**Q.** I have the energy of a phosphorus lattice, squeezed or stretched along one axis at fixed volume. I took the starting cell for the rest position, but the energy falls towards both ends.

Phosphorus (P4/mmm, one atom per cell, 79.93 Å³), stretched or squeezed along c at fixed volume from an unrelaxed cell with a = 4.273 and c = 4.378 Å. Ansatz 0.2.0, PBEsol, plane-wave PAW, scalar-relativistic, no spin polarisation, 420 eV cutoff, 12×12×12 k mesh, 0.15 eV Gaussian smearing. Free energies are relative to the starting cell; pressure is positive in compression.

```
axial ratio (over its starting value)  energy change (meV/atom)  pressure (GPa)
                                  0.8                    -119.0           -3.88
                                 0.85                     -54.3           -3.86
                                 0.92                      -8.3           -3.85
                                 0.96                       0.9           -3.84
                                    1                       0.0           -3.84
                                 1.05                     -13.7           -3.85
                                  1.1                     -39.8           -3.88
                                  1.2                    -125.0           -3.97
                                  1.3                    -243.8           -4.14
```

Row 0.96 even lies slightly above the start. Is that noise?

**A.** No, it marks where the real landmark is. The axial ratio is counted from a starting cell that is already a little tall: its height over its base edge, c/a, is 1.025. The lattice is therefore simple cubic at an axial ratio of 1/1.025 = 0.976, between your two rows. Row 0.96 is the nearer of the two to cubic, and so it is the higher.

**Q.** Why should the cubic shape matter to the energy?

**A.** Every row has negative pressure, which means that the crystal pulls inwards on its cell. Call the pull along the axis $T_\parallel$, the pull across it $T_\perp$ and the volume per atom $V$. When $\ln(c/a)$ grows by a small amount at fixed volume, the axis lengthens by two thirds of that amount and each of the two cross directions shrinks by one third. The work done against the pulls is

$$dE = \tfrac{2}{3}\,V\,(T_\parallel - T_\perp)\,d\ln(c/a).$$

In a cubic lattice the three directions are equivalent, so the two pulls are equal and the energy is level there. The stresses of the same runs do become equal at 0.976, as symmetry requires.

**Q.** Level could also mean the bottom of a valley. Why is it a top?

**A.** Symmetry leaves that open; the atoms decide it. The formula gives the test: see whether an axis pulls more or less once it has become longer. In an ordinary crystal near its rest shape it pulls more, and the distortion is driven back. Here, from row 0.96 to row 1, the axis lengthens by 2.8 % and its pull drops by 12 %. The shorter directions then win, and the distortion feeds itself.

**Q.** What weakens the pull?

**A.** The atoms are very far apart. Each has roughly four times the volume it has in black phosphorus; a lattice this open is a model and no known form of the element. Near their rest distance atoms also repel each other, and because the repulsion fades faster than the attraction, a contact stretched a little pulls harder. Here the repulsion should be nearly gone. What remains is the attraction from overlapping orbitals, which fades with distance, so a longer contact pulls less. A contact that shortens should therefore gain more energy than an equally lengthened one loses. That is an argument from bonding theory; the stresses show only the weakening pull.

**Q.** Perhaps the contacts simply get shorter on average?

**A.** They get longer. In row 1.3 four of the six contacts are 9 % shorter than in the cubic lattice, but the other two are 21 % longer, and the mean has grown by about 1 %. The energy falls all the same. This fits the argument from overlap: a few close neighbours are worth more than the others that are lost. Stretching the cell makes square layers with four close neighbours for each atom, and flattening it makes chains with two.

**Q.** Then layers must be better than chains, since the drop at 1.3 is twice that at 0.8.

**A.** Work out first how far each row is from cubic. Between rows 0.96 and 1, $T_\parallel - T_\perp$ goes from +0.28 to −0.42 GPa while $\ln(c/a)$ grows by 0.041. With $V$ = 79.93 Å³, the formula turns this into a curvature of −5.7 eV per atom, so that

$$E - E_\text{cubic} \approx -\tfrac{1}{2}\,(5.7\ \text{eV})\,[\ln(c/a)]^2.$$

Row 1.3 has c/a = 1.332 and a logarithm of 0.287, which gives a drop of about 0.23 eV. The computed drop from the cubic top is 0.25 eV.

**Q.** And row 0.8?

**A.** Its logarithm is only −0.199, and the squares of the two logarithms differ by a factor of 2.1. The drops differ by 2.0, so the unequal distance from cubic is enough to account for the lopsidedness. The curvature came from the stresses of two rows beside the top, and the energies of the end rows played no part in it. At those ends the parabola falls 4.5 to 6.5 % short of the computed drop, because away from cubic the difference between the pulls is larger than steady growth at the near-cubic rate would make it. The output below compares all rows.

**Q.** Why does the pressure hardly move in the middle of the scan?

**A.** The pressure averages the pulls in three directions. Near the cubic shape all three respond alike to a change of length, and at fixed volume the small relative changes of length add up to zero. What one direction loses, the others regain. Only at large distortion does this balance fail, most visibly at 1.3, where the inward pull has grown by 0.3 GPa.

**Q.** So could I say that spread-out phosphorus atoms prefer layers or chains to a cubic lattice?

**A.** Only at this fixed volume, with one atom in the cell so that neighbours cannot pair up, and only for the state computed here, in which the two spins are held equal everywhere. A free phosphorus atom has three unpaired electrons, and atoms this far apart may well keep them. That would weaken the bonding on which the argument rests. Would the cubic lattice still be a top if the spins were left free?

Printed output of the fit:

```
Shape and contacts:
   row     c/a  along axis (A)  across axis (A)  along vs cubic (%)  across vs cubic (%)  mean of six contacts vs cubic (%)
   0.8  0.8197           3.773            4.603              -12.42                6.854                             0.4302
  0.85  0.8709           3.928            4.511              -8.804                4.716                             0.2092
  0.92  0.9426           4.141            4.393              -3.864                 1.99                            0.03857
  0.96  0.9836            4.26            4.331              -1.097               0.5531                           0.003036
   1.0   1.025           4.378            4.273               1.632              -0.8059                           0.006566
  1.05   1.076           4.523            4.204               4.992               -2.406                            0.05981
   1.1   1.127           4.665            4.139               8.299               -3.908                             0.1611
   1.2   1.229           4.944            4.021               14.77               -6.655                             0.4857
   1.3   1.332           5.215            3.915               21.06               -9.112                             0.9441
Tension and energy:
   row  tension along (GPa)  tension across (GPa)  energy from cubic top (meV)  parabola from cubic top (meV)  parabola less table (meV)  zero-width energy from starting cell (meV)
   0.8                6.518                 2.567                       -120.7                         -112.8                      7.837                                      -111.4
  0.85                5.544                 3.022                       -55.99                         -54.53                      1.453                                      -50.51
  0.92                4.527                 3.507                       -9.985                         -9.968                    0.01675                                       -7.69
  0.96                4.032                 3.749                      -0.7851                        -0.7812                   0.003939                                       0.853
   1.0                3.565                 3.983                       -1.685                         -1.682                   0.003568                                           0
  1.05                3.005                 4.277                       -15.39                         -15.23                     0.1518                                      -12.89
   1.1                2.463                 4.582                       -41.49                         -40.81                      0.679                                      -37.79
   1.2                1.455                 5.225                       -126.7                         -121.8                      4.894                                      -120.4
   1.3               0.7455                 5.837                       -245.5                         -234.4                      11.04                                      -239.2
Axial ratio at which the cell is cubic: 0.976
Axial ratio at which the tensions are equal: 0.9762
Cubic top above starting cell, from row 1 (meV/atom): 1.685
Cubic top above starting cell, from row 0.96 (meV/atom): 1.679
Drop from the top at 1.3 over that at 0.8: 2.034
Squared ln(c/a) at 1.3 over that at 0.8: 2.078
Axis length change from row 0.96 to row 1 (%): 2.759
Tension along axis, change from row 0.96 to row 1 (%): -11.57
Pressure at 0.8 less that at 1 (GPa): -0.04
Pressure at 1.3 less that at 1 (GPa): -0.3
```
